Convergence of the Magnus series for proton pairs under WAHUHA: solution key

(a) The bound

Conventions: ħ = 1, H in rad/s, dU/dt = −iH(t)U, U(T) = exp Ω, Ω = Ω1 + Ω2 + …, with Ω1 = −i∫H dt and Ω2 = −½∫∫[H(t1), H(t2)] over t1 > t2. ‖H‖ is the spectral norm, for Hermitian H the largest |eigenvalue|.

Statement (Moan and Niesen, 2008): the series converges if

(1) J = ∫0^T ‖H(t)‖ dt < π.

Argument. Replace H by εH with complex ε. Then Ωn scales as εⁿ, and the series is the Taylor series of log U(ε) taken at ε = 1. For any vector y(t) = U(t)y0 the direction y/|y| turns at a rate of at most |ε|‖H‖, the angle being defined by Re⟨·,·⟩. An eigenvalue of U on the negative real axis requires an angle π between y(T) and y0. For |ε|J < π none exists, the principal logarithm is analytic, and the radius of convergence is at least π/J > 1. The condition is sufficient, not necessary.

A term c(t)·1 changes only Ω1, so ‖H‖ may be replaced by half the spread of the eigenvalues. For a spin ½, H = ωe·I has eigenvalues ±|ωe|/2, and (1) becomes ∫|ωe| dt < 2π.

Sharpness. Rotate a spin ½ by α about x, then by β = ρα about z. The net angle Θ obeys cos(Θ/2) = cos u cos ρu with u = εα/2. The logarithm carries the factor Θ/sin(Θ/2) and is singular where cos(Θ/2) = −1 while the vector part of U is non-zero. For small ρ this happens at u ≈ π/(1 ∓ iρ), where |ε|(α + β) = 2π(1 + ρ) + O(ρ²). This tends to 2π, so no larger constant holds in general.

(b) Choice of frame

The cycle is τ, 90x, τ, 90−y, 2τ, 90y, τ, 90−x, τ, with tc = 6τ and δ pulses exp(−i(π/2)Ix) and so on. In the rotating frame the four pulses alone give ∫ω1 dt = 2π and exhaust the bound. The test is therefore made in the toggling frame, where Iz becomes Iz, Iy, Ix, Iy, Iz for τ, τ, 2τ, τ, τ. This transformation is unitary, so ‖H‖ is constant and J = tc‖H‖.

(c) Single proton with offset Δ

Condition (1) gives 6Δτ < 2π, or φ = Δτ < π/3 = 1.047. Multiplying the five rotations gives

U = cos³φ − i sinφ (σx + cosφ σy + cos²φ σz).

The nearest singularity has cos³φ = −1 with cosφ = exp(∓iπ/3), that is φ = 1.196 ± 0.831i, where sinφ ≠ 0. The true radius is |φ| = 1.457, which is 1.39 times the bound. For an isolated Si–H proton at an illustrative Δ/2π = 2 kHz the bound guarantees τ < 83.3 µs, and the series converges up to 116 µs.

(d) Proton pair

With S = I1 + I2, equal shifts, and k = z, y or x according to the window,

H = ωD Dk + Δ Sk, Dk = 3I1kI2k − I1·I2, ωD = −(μ0/4π)(γ²ħ/r³)(3cos²θ − 1)/2,

where θ is the angle between the H–H vector and B0. With γ = 267.522 × 10⁶ rad s⁻¹ T⁻¹ the prefactor divided by 2π is 120.12 kHz/(r/Å)³. Write νD = |ωD|/2π. Dk has eigenvalues ½, ½, −1 (triplet) and 0 (singlet), so the doublet lies at ±3νD/2 and the half spread is ¾|ωD|. For |Δ| ≤ 3|ωD|/2 it becomes ¾|ωD| + ½|Δ|. At Δ = 0, with a = 3|ωD|τ/2, condition (1) reads

(2) a < π/3, or τ < τmax = 1/(9νD), or tc·(3νD/2) < 1.

This has the spin-½ form, with the displacement of a doublet line in place of the effective field.

Exact behaviour. In the triplet basis |x⟩, |y⟩, |z⟩ defined by Sk|k⟩ = 0, each Dk is diagonal, −1 on |k⟩ and ½ on the other two states. The three operators commute and Dx + Dy + Dz = 0. At Δ = 0 all Ωn vanish and U(tc) = 1 for every τ: the bound is crossed without consequence.

With an offset, pass to the frame of the dipolar evolution. Sk connects the two states that are degenerate in window k, so it carries a constant phase set by the earlier windows. In the z and x windows the two states have spent equal times on the level −1, and the phase is zero. In the two y windows these times differ by τ with opposite signs, giving exp(±ia). To first order in Δ and all orders in ωD,

(3) Ω = −2iΔτ (Sx + cos a Sy + Sz), κ = √(2 + cos²a)/3,

where κ is the offset scaling factor. It is 1/√3 = 0.577 at a = 0 and 0.500 at a = π/3. The sum Ω1 + Ω3 replaces cos a by 1 − a²/2; even orders vanish because the cycle is symmetric.

The argument of (a) can be repeated in this frame, since the dipolar propagator over a cycle is 1 for every complex ε. For |ε| ≤ 1 the y windows have norm at most |Δ|eᵃ and the others |Δ|, so the same series converges if

(4) J′ = |Δ|τ(4 + 2eᵃ) < π.

(e) Comparison of materials

Inputs, all typical or approximate: water in gypsum, effective r = 1.58 Å, a value chosen to reproduce the typical Pake splitting (here 3νD = 91.4 kHz at θ = 0), so that no agreement is claimed; a rigid CH2 group, r = 1.78 Å; SiH2 on a silicon surface or in a-Si:H, r = 2.43 Å from Si–H = 1.49 Å and a tetrahedral angle. All rows are isolated-pair model values for Δ → 0.

pair          θ     νD/kHz   τmax/µs   tc,max/µs   κ(τ = 3 µs)
gypsum H2O    0°    30.5     3.65      21.9        0.519
gypsum H2O    90°   15.2     7.30      43.8        0.560
CH2           0°    21.3     5.22      31.3        0.546
SiH2          0°    8.37     13.3      79.6        0.572

Trend. J is the product of tc and a constant norm, so τmax ∝ r³/|3cos²θ − 1|. From gypsum to SiH2 the gain is (2.43/1.58)³ = 3.64, and turning the pair from 0° to 90° gains a factor 2. In a powder the θ = 0 pairs set the limit. κ depends on τ/τmax alone, through a = (π/3)τ/τmax, and its fall from 0.577 starts quadratically. At 3 µs SiH2 therefore stays close to the ideal value and gypsum at 0° does not.

(f) Gypsum pair at θ = 0 with growing τ

Take Δ/2π = 2 kHz. The half spread is (45.7 + 2)/2 = 23.8 kHz, and (1) holds up to τ = 3.50 µs. The last three columns are the Δ → 0 results of (3).

τ/µs   a       J/π     J′/π    cos a    1 − a²/2   κ
1      0.287   0.286   0.027   0.959    0.959      0.570
2      0.574   0.572   0.060   0.840    0.835      0.548
3      0.861   0.858   0.105   0.652    0.629      0.519
4      1.148   1.144   0.165   0.410    0.341      0.491
6      1.722   1.717   0.365   −0.151   −0.483     0.474

Three points earn credit. First, J grows linearly and passes π between 3 and 4 µs, yet nothing in cos a or κ marks the crossing; by (4) the series still converges, at least up to τ = 8.7 µs. Condition (1) counts the whole dipolar norm, although the dipolar parts commute, whereas (4) charges it only through the offset. Second, convergence does not make a truncation good: the third-order value departs from cos a by a⁴/24 to leading order, which is small inside (2) and large at 6 µs. Third, for the single spin of (c), whose windows do not commute, the bound lies within a factor 1.39 of the true radius.

(g) Neglected terms

The term of second order in Δ is a rank-2 operator of relative order Δτ sin a, 0.029 at 3 µs. It splits the scaled line about its centre; the centre moves only at relative order (Δτ)², 0.0057 at 6 µs. Two other terms rival the scaled offset κΔ/2π = 1.04 kHz at 3 µs. A 90° pulse of illustrative length tp = 1.5 µs leaves J = tc‖H‖ intact but removes the commutation, with a residual coupling of order νD tp/tc = 2.5 kHz at tc = 18 µs. A proton of a neighbouring water at an illustrative 2.7 Å couples with up to ν′ = 6.10 kHz and enters Ω3 on the scale a²ν′ = 4.5 kHz, times a numerical and geometric factor not evaluated here. The κ values are thus the model's, not those of the crystal. For N coupled pairs the norm grows as N, and (1) guarantees nothing for a macroscopic sample, where (2) serves only as a local time scale. The SiH2 row likewise understates the coupling in a-Si:H: clustered hydrogen typically gives a line about 25 kHz wide, roughly twice the 12.6 kHz separation of the powder maxima (θ = 90°) of this pair, and the usable τ is shorter by a similar factor.